# Margin notes on the gradient coefficient and the static xc kernel

**The statement, and the conventions.** Hartree atomic units are used, with energies per electron in meV where stated. The gas is spin-unpolarised, with density $n_0=3/(4\pi r_s^3)=k_F^3/(3\pi^2)$. Write $e_{xc}(n)=n\,\epsilon_{xc}(n)$, $x=k/k_F$ and $Q=k/2k_F$. If for slowly varying densities

$$E_{xc}[n]=\int e_{xc}(n)\,d^3r+\int B(n)\,|\nabla n|^2\,d^3r+\dots,$$

then the static kernel $f_{xc}=\delta^2E_{xc}/\delta n\,\delta n'$ of the uniform gas is

$$f_{xc}(k)=e_{xc}''(n_0)+2B(n_0)\,k^2+O(k^4).$$

The local-field factor is defined by $f_{xc}=-v\,G$ with $v=4\pi/k^2$, so $G=-k^2f_{xc}/4\pi$. The density response is $\chi=\chi_0/[1-v(1-G)\chi_0]$, with $\chi_0$ the Lindhard function. The worked density is $r_s=4$, the nominal value for sodium, with $k_F=0.4798$ bohr$^{-1}$ and $n_0=3.730\times10^{-3}$ bohr$^{-3}$. Aluminium, a wiring metal, runs beside it at the typical value $r_s=2.07$.

## Note 1. Where the factor 2 comes from, and why $B'$ is absent

The potential of the gradient term is

$$\frac{\delta}{\delta n}\int B|\nabla n|^2d^3r=B'|\nabla n|^2-\nabla\!\cdot(2B\nabla n)=-B'|\nabla n|^2-2B\nabla^2n .$$

Put $n=n_0+\delta n$. The first term is of second order in $\delta n$. The second is $-2B(n_0)\nabla^2\delta n$ at first order, which is $2Bk^2\,\delta n_k$. A kernel at one density therefore gives one number, $B(n_0)$. The function $B(n)$ follows by repeating the reading at every $n_0$.

A term $\int D(n)\nabla^2n$ is of the same gradient order. Partial integration turns it into $-\int D'|\nabla n|^2$, so it is already contained in $B$. The kernel fixes the integrated energy and leaves the energy density open.

For one mode, $n=n_0(1+a\cos kz)$, the Fourier amplitudes are $n_{\pm k}=an_0/2$, and the second-order energy per volume is

$$\frac{\Delta E}{V}=\frac12\sum_{\pm k}f(k)\,|n_k|^2=\frac{a^2n_0^2}{4}\,f(k).$$

## Note 2. The dictionary between $G$, $B$ and $\mu$

Write $G=\gamma x^2+\delta x^4+\dots$ Then $f=-4\pi G/k^2$ gives

$$e''=-\frac{4\pi\gamma}{k_F^2},\qquad B=-\frac{2\pi\delta}{k_F^4}.$$

For exchange, $\epsilon_x=-3k_F/4\pi$ and $e_x\propto n^{4/3}$, so $e_x''=\tfrac49\epsilon_x/n=-\pi/k_F^2$ and $\gamma=\tfrac14$. With $E_x=\int e_x(1+\mu s^2)\,d^3r$ and $s=|\nabla n|/2k_Fn$,

$$B_x=\frac{\mu\,\epsilon_x}{4k_F^2n}=-\frac{9\pi\mu}{16k_F^4},\qquad f_x=-\frac{\pi}{k_F^2}\Big[1+\frac{9\mu}{8}x^2+\dots\Big],\qquad \mu=\frac{32\,\delta}{9}.$$

The value $\mu=10/81$ of Antoniewicz and Kleinman (1985) is taken here as given. It makes $9\mu/8=5/36$, $\delta=5/144$ and $B_x=-5\pi/72k_F^4$. In terms of $Q$ the bracket reads $1+\tfrac59Q^2$, and texts that switch between $x$ and $Q$ lose a factor 4 easily. The sign rule is worth a line: a $G$ that rises above its $x^2$ parabola means negative $B$, and a $G$ that bends below it means positive $B$.

## Note 3. Two electrons whose exact exchange kernel is Hubbard's

Hubbard's factor replaces the momentum transfer in the exchange partner of the direct term $v(k)$ by a representative value $\sqrt{k^2+k_F^2}$, with a weight $\tfrac12$ because only parallel spins exchange:

$$G_H=\frac{k^2}{2(k^2+k_F^2)},\qquad f_H=-\frac{2\pi}{k^2+k_F^2}.$$

For the electron gas this is an approximation. There is a system for which it is exact. Take two electrons in a singlet, in one orbital $\phi=\sqrt{n/2}$, in a periodic cell of volume $V=2/n_0$. Let them repel through the periodically repeated Yukawa interaction $w(r)=e^{-\kappa r}/r$, with transform $w(q)=4\pi/(q^2+\kappa^2)$ and fixed $\kappa$. Each spin has one orbital, so exchange removes half of the Hartree energy:

$$E_x[n]=-\iint|\phi(\mathbf r)|^2|\phi(\mathbf r')|^2\,w=-\frac14\iint n\,n'\,w=-\pi V\sum_{\mathbf q}\frac{|n_{\mathbf q}|^2}{q^2+\kappa^2},$$

where $\mathbf q$ runs over the reciprocal vectors of the cell. The functional is quadratic, so the kernel is $f=-w/2=-2\pi/(k^2+\kappa^2)$ at every density and amplitude. Setting $\kappa=k_F(n_0)$ gives $f_H$. Measured against the model's own interaction the local-field factor is $\tfrac12$. Measured against the bare $4\pi/k^2$ it is $G_H$. Only the exchange functional of the model is used below.

The cell needs one period of the mode, $L=2\pi/k$. For $r_s=4$ and $k=k_F/2$ this gives $V=536.2$ bohr$^3$, $L=26.19$ bohr and a cross-section of $20.47$ bohr$^2$. Three Fourier components, $0$ and $\pm k$, carry the density, and for all $a\le1$

$$\frac{E_x}{N}=-\pi n_0\Big[\frac1{\kappa^2}+\frac{a^2/2}{k^2+\kappa^2}\Big].$$

The same result follows in real space. Integration of $w$ over a plane gives $(2\pi/\kappa)e^{-\kappa|z-z'|}$, and $\int e^{-\kappa|y|}\cos ky\,dy=2\kappa/(k^2+\kappa^2)$.

## Note 4. The gradient expansion of the model, to all orders

Use $1/(q^2+\kappa^2)=\kappa^{-2}-q^2\kappa^{-4}+q^4\kappa^{-4}/(q^2+\kappa^2)$, which is an identity, and Parseval's theorem:

$$E_x=-\frac{\pi}{\kappa^2}\int n^2d^3r+\frac{\pi}{\kappa^4}\int|\nabla n|^2d^3r-\frac{\pi V}{\kappa^4}\sum_{\mathbf q}\frac{q^4|n_{\mathbf q}|^2}{q^2+\kappa^2}.$$

This is the form of the general statement, with $e=-\pi n^2/\kappa^2$ and $B=+\pi/\kappa^4$ read from the energy. The statement then predicts $f=-2\pi/\kappa^2+2\pi k^2/\kappa^4+O(k^4)$, and these are the first two terms of $-2\pi/(k^2+\kappa^2)$. For $\kappa=k_F$, $G_H=\tfrac12x^2-\tfrac12x^4+\dots$, so $\delta=-\tfrac12$, and the dictionary returns $B=\pi/k_F^4$. Energy and kernel give the same coefficient, and the $O(k^4)$ symbol has a closed form:

$$f_H=-\frac{2\pi}{k_F^2}\Big[1-x^2+\frac{x^4}{1+x^2}\Big].$$

Iterating the identity gives a geometric series in $-k^2/\kappa^2$, whose next term is $-(\pi/\kappa^6)\int(\nabla^2n)^2$. It converges only for $k<\kappa$, although $f$ is smooth for all real $k$: the poles at $k=\pm i\kappa$ set the radius.

## Note 5. What Hubbard's factor implies for exchange

Set against the exchange values of Note 2, $G_H$ has $\gamma=\tfrac12$ for $\tfrac14$ and $\delta=-\tfrac12$ for $+\tfrac5{144}$. Its local part is twice too large. Its gradient coefficient corresponds to $\mu=-16/9$, of opposite sign, and $B_H/B_x=-72/5=-14.4$ at every density.

The usual repair, associated with Geldart and Vosko, is $G=x^2/2(x^2+\xi)$, which is the same two-electron model with $\kappa^2=\xi k_F^2$. It has $\gamma=1/2\xi$ and $\delta=-1/2\xi^2=-2\gamma^2$. The choice $\xi=2$ is fitted to $\gamma=\tfrac14$. It then forces $\delta=-\tfrac18$, $\mu=-4/9$ and $B/B_x=-3.6$. No positive $\xi$ reaches the exchange sign.

| quantity | $r_s=4$ (Na) | $r_s=2.07$ (Al) |
|---|---|---|
| $k_F$ (bohr$^{-1}$) | 0.4798 | 0.9271 |
| $f_x(0)$ (Ha bohr$^3$) | $-13.65$ | $-3.655$ |
| $f_H(0)$ | $-27.29$ | $-7.310$ |
| $B$, $\xi=1$ (Ha bohr$^5$) | 59.29 | 4.252 |
| $B$, $\xi=2$ | 14.82 | 1.063 |
| $B_x$, $\mu=10/81$ | $-4.117$ | $-0.2953$ |

All three $B$ scale as $n^{-4/3}$. The pure number $C=Bn^{4/3}$ is $34.3\times10^{-3}$ for $\xi=1$, $8.57\times10^{-3}$ for $\xi=2$ and $-2.38\times10^{-3}$ for exchange.

For a modulation $a=0.2$ at $k=k_F/2$ and $r_s=4$, the energy per electron is $\Delta E/N=a^2n_0f/4$. Its natural unit is $a^2k_F/12\pi=13.85$ meV. In meV:

| kernel | local | gradient | rest | total |
|---|---|---|---|---|
| $\xi=1$ | $-27.71$ | $+6.93$ | $-1.39$ | $-22.16$ |
| $\xi=2$ | $-13.85$ | $+1.73$ | $-0.19$ | $-12.31$ |
| exchange | $-13.85$ | $-0.48$ | $-0.018$ | $-14.35$ |

The first two rows are exact for the model, each entry rounded separately. The last row is of order $a^2$, and its rest is only the next term of the series, the approximate size of what is dropped: $\tfrac{73}{225}Q^4$ in the bracket of $f_x$, taken as a given coefficient. At fixed $a$ and $x$ every entry scales as $k_F$, and the unit at $r_s=2.07$ is 26.77 meV.

## Note 6. Why the sign is wrong: $B$ is a second moment

Expanding $e^{-i\mathbf k\cdot\mathbf r}$ in the transform of an isotropic $f(r)$, with $\langle(\mathbf k\cdot\mathbf r)^2\rangle=k^2r^2/3$, gives

$$e''=\int f(r)\,d^3r,\qquad B=-\frac1{12}\int r^2f(r)\,d^3r .$$

For $f(r)=-e^{-\kappa r}/2r$ the second moment is $-2\pi\cdot3!/\kappa^4$, and $B=\pi/\kappa^4$ once more. The sign does not depend on the Yukawa shape. For any integrable $f(r)\le0$,

$$f(k)-f(0)=\int f(r)\,(\cos\mathbf k\cdot\mathbf r-1)\,d^3r\ \ge0,$$

so $B\ge0$. A purely attractive smeared kernel averages over crests and troughs and always weakens as $k$ grows. Exchange in the gas strengthens with $k$ at small $k$, so its real-space kernel cannot be negative everywhere. The sharp Fermi surface supplies the sign changes: it makes $f_x(k)$ non-analytic at $2k_F$ and gives $f_x(r)$ an oscillating tail. The two-electron model has no Fermi surface, and Hubbard's averaged momentum transfer discards it.

## Note 7. A trap: energy density and kernel are different objects

At $a=0$ and $\kappa=k_F$ the model has $E_x/N=-\pi n_0/k_F^2=-k_F/3\pi=-1.385$ eV at $r_s=4$. This is $\tfrac49$ of the gas value $\epsilon_x=-3.117$ eV, while the curvature is twice $e_x''$. There is no contradiction, because $\kappa$ is held fixed and the model's $e$ goes as $n^2$. If $\kappa$ were replaced by the local $k_F(n)$ inside $e$, the result would go as $n^{4/3}$, and its curvature would be $-\tfrac49\pi/k_F^2$, no longer $f_H(0)$. The local energy that has curvature $-2\pi/k_F(n)^2$ at every density comes from integrating twice, and is $2e_x$ up to terms linear in $n$. The two-electron system matches Hubbard's kernel at one chosen $n_0$, which is all that Note 1 needs.

## Note 8. Small amplitude is a second, separate condition

The model is blind to amplitude because it is quadratic. The exchange expansion with $B\propto n^{-4/3}$ is not, and for one mode it can be summed. Expanding the powers of $1+a\cos\theta$ binomially and averaging over $\theta$ term by term gives

$$\frac{E_x}{N\epsilon_x}={}_2F_1\!\big(-\tfrac23,-\tfrac16;1;a^2\big)+\frac{\mu Q^2a^2}{2}\,{}_2F_1\!\big(\tfrac23,\tfrac76;2;a^2\big),$$

with $\epsilon_x$ and $Q$ taken at $n_0$. The series begin $1+\tfrac19a^2+\tfrac5{648}a^4$ and $1+\tfrac7{18}a^2$. The $a^2$ part is $\tfrac19a^2[1+\tfrac92\mu Q^2]$, the bracket of Note 2, and the density dependence of $B$ first appears at $a^4$. At $a=0.2$, $x=0.5$, $r_s=4$ the local part moves from $-13.85$ to $-13.89$ meV and the gradient part from $-0.481$ to $-0.489$ meV. The shift of the local part, 0.039 meV, looks harmless, but it is 8 per cent of the gradient term. Reading $B$ from total energies of modulated gases calls for an extrapolation $a\to0$, or a subtraction of the full local energy, before the fit in $k$.

The same argument applies to any GGA. An enhancement factor $1+\mu s^2+O(s^4)$ contributes to the second variation only through $\mu$, so its kernel is exactly $-(\pi/k_F^2)[1+\tfrac98\mu x^2]$, with no $k^4$ term and no saturation at large $k$. A $k^4$ term needs an ingredient such as $(\nabla^2n)^2$. The other fourth-order terms, $|\nabla n|^2\nabla^2n$ and $|\nabla n|^4$, are of third and fourth order in $\delta n$ and lie beyond linear response.

## Note 9. How far in $k$

The table lists $-fk_F^2/\pi$. The last two rows are the shortest reciprocal vectors of trivalent fcc Al, $x=2\pi\sqrt3/(36\pi^2)^{1/3}$, and monovalent bcc Na, $x=2\pi\sqrt2/(6\pi^2)^{1/3}$. These ratios do not depend on the lattice constant, and the entries use unrounded $x$.

| $x$ | $\xi=1$ exact | to $k^2$ | $\xi=2$ exact | to $k^2$ | exchange to $k^2$ | its $k^4$ term |
|---|---|---|---|---|---|---|
| 0.5 | 1.600 | 1.500 | 0.889 | 0.875 | 1.035 | 0.001 |
| 1 | 1.000 | 0 | 0.667 | 0.500 | 1.139 | 0.020 |
| 1.537 | 0.595 | $-2.722$ | 0.459 | $-0.180$ | 1.328 | 0.113 |
| 2.280 | 0.323 | $-8.394$ | 0.278 | $-1.599$ | | |

Past the radius $\kappa$ the truncated model kernels have the wrong sign, and at both lattice vectors the bare local values, 2 and 1, lie closer to the exact columns than the gradient-corrected ones. The exchange series cannot converge beyond the singularity at $x=2$. The Al vector lies inside, with a $k^4$ term of about a third of the $k^2$ term, 0.328. The Na vector lies outside, and its entries are left blank.

## Note 10. The kinetic twin, and why $B$ is hard to see in $\chi$

The non-interacting kinetic energy has the kernel $-1/\chi_0$, with $\chi_0=-(k_F/\pi^2)\,\ell(Q)$ and

$$\ell(Q)=\frac12+\frac{1-Q^2}{4Q}\ln\Big|\frac{1+Q}{1-Q}\Big|=1-\frac{Q^2}{3}-\dots$$

Hence $-1/\chi_0=\pi^2/k_F+\pi^2k^2/12k_F^3+\dots$, and the rule of Note 1 gives $B_T=\pi^2/24k_F^3=1/72n$, one ninth of the von Weizsäcker coefficient $1/8n$. The ratio is $B_x/B_T=-5/(3\pi k_F)$. At $r_s=4$, $B_T=3.723$ and the ratio is $-1.106$. At $r_s=2.07$, $B_T=0.5160$ and the ratio is $-0.572$. At sodium density the exchange gradient term alone outweighs the kinetic one.

Both sit under the Coulomb term. The stiffness of a mode is $-1/\chi=-1/\chi_0+v+f$. In units of $\pi/k_F^2$, at $x=0.5$ and $r_s=4$, $v=4/x^2=16$ and $-1/\chi_0=\pi k_F/\ell=1.540$. The total is 15.940 with $f_H$ and 16.505 with the exchange kernel to $k^2$. The exchange gradient term, 0.035, is 0.21 per cent of that total. This is the practical meaning of $B$ standing in the $k^4$ term of $G$: a tenth of $B_x$ changes $\chi$ by two parts in $10^4$ at this wave vector, and by less at smaller $k$.

## Note 11. The order of limits

In the model $B=\pi/\kappa^4$ diverges as $\kappa\to0$, while at $\kappa=0$ the kernel is $-2\pi/k^2$ and has no gradient expansion at all. The limits $k\to0$ and $\kappa\to0$ do not commute, because the expansion parameter is $k/\kappa$. The electron gas shows a milder form of this. With a Yukawa-screened interaction, taking $k\to0$ first and removing the screening afterwards gives Sham's $\mu=7/81$ (1971). The bare Coulomb interaction gives $10/81$. Both limits are finite, and they differ.

## Note 12. The size of correlation

Correlation has been left out, and its weight differs in the two coefficients. Since $n\,d/dn=-(r_s/3)\,d/dr_s$,

$$n\,e''=\tfrac19\big(r_s^2\,\epsilon_{rr}-2r_s\,\epsilon_r\big),$$

with subscripts for derivatives in $r_s$. Take as an approximate input the Perdew–Zunger form for $r_s\ge1$, $\epsilon_c=-0.1423/(1+1.0529\sqrt{r_s}+0.3334\,r_s)$. At $r_s=4$ it gives $e_c''=-1.69$ Ha bohr$^3$, 12 per cent of $e_x''$. Then $\gamma=0.281$, and a fit to it would need $\xi=1.78$.

In $B$ correlation is the larger part. A term $\beta nt^2$, with $t=|\nabla n|/2k_sn$ and $k_s^2=4k_F/\pi$, has $B_c=\pi\beta/16k_Fn$. Comparison with $B_x=-3\mu/16\pi k_Fn$ shows that it acts as $\mu_c=-\pi^2\beta/3$. The high-density value of Ma and Brueckner (1968), approximately $\beta=0.0667$, gives $\mu_c=-0.219$. That value belongs with the screened exchange limit $7/81$, and the sum is $\mu_{xc}=-0.133$, or $C=+2.6\times10^{-3}$, for $r_s\to0$. PBE chooses $\mu=\pi^2\beta/3$, so that $9\mu/8=0.247$ and the exchange and correlation $k^2$ terms of its kernel cancel by construction.

Hubbard's positive $B$ thus shares its sign with the total coefficient, but by accident: the factor contains no correlation, and its sign follows from the one-signed kernel of Note 6. The values 59.29 and 14.82 Ha bohr$^5$ at $r_s=4$, and their counterparts at $r_s=2.07$, are the model's, not those of sodium or aluminium. A typical total coefficient for the gas at these metallic densities is near $C\approx+2\times10^{-3}$, so the Hubbard form overshoots it more than tenfold and the $\xi=2$ form about fourfold.